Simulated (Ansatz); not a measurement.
## TiO2: the change of energy above lowest point with volume scale

Free energy against uniform scaling of the volume at fixed shape and fractions; periodic cell, basis, potentials, k mesh and filling as listed. The results are calculated, by Ansatz 0.2.0.

The cell before it is scaled or strained (space group P4_2/mnm, No. 136):
```
CELL_PARAMETERS angstrom
4.59220 0.00000 0.00000
0.00000 4.59220 0.00000
0.00000 0.00000 2.95740
ATOMIC_POSITIONS crystal
Ti 0.00000 0.00000 0.00000
Ti 0.50000 0.50000 0.50000
O 0.30496 0.30496 0.00000
O 0.19504 0.80496 0.50000
O 0.69504 0.69504 0.00000
O 0.80496 0.19504 0.50000
```

Settings of every row: functional PBE; dispersion none; potentials PAW; wave cutoff 500 eV; density cutoff 2000 eV; k mesh 4x4x6; k shift 0x0x0; occupations fixed; smearing width 0 eV; spin none.

```
row  volume scale  V (Å³/atom)  energy above lowest point (meV/atom)
  1          0.92        9.563                                  91.9
  2        0.9467         9.84                                     ?
  3        0.9733       10.117                                  19.2
  4             1       10.394                                   3.8
  5        1.0267       10.672                                     0
  6        1.0533       10.948                                   6.3
  7          1.08       11.226                                  21.4
```

Question: what energy above lowest point should row 2 give?

Worked fit of energy above lowest point. Take u = (V_r/V)^(2/3) − 1 with V_r = 10.533 Å³ an atom, which is twice the finite (Eulerian) strain; such expansions in the strain, on which the Birch-Murnaghan equation of state is built, carry the rest volume and the bulk modulus. The shown rows have u = 0.06653, 0.02723, 0.0089, -0.0087, -0.02543, -0.04159. Least squares give energy above lowest point = 0.55 + 212.2 × u + 17271 × u² + 2679 × u³ meV/atom; a parabola predicts inner rows, each left out in turn, worse (root mean square 0.12 against 0.031 meV/atom). All shown rows lie on it to the printed digit. Its lowest point lies at u = -0.0062, or V = 10.63 Å³ an atom, and the curvature there gives the bulk modulus at fixed shape and fractions, B = (4/9)(1 + u)² E″(u)/V = 228 GPa. Letting shape and atoms relax would as a rule lower it, by much in layered, chain or molecular crystals. The withheld row has u = 0.04642, so the fit gives 0.55 + 212.2 × (0.04642) + 17271 × (0.04642)² + 2679 × (0.04642)³ = 47.9 meV/atom.

The calculation gave 47.9 meV/atom. The fit meets it to the printed digit.
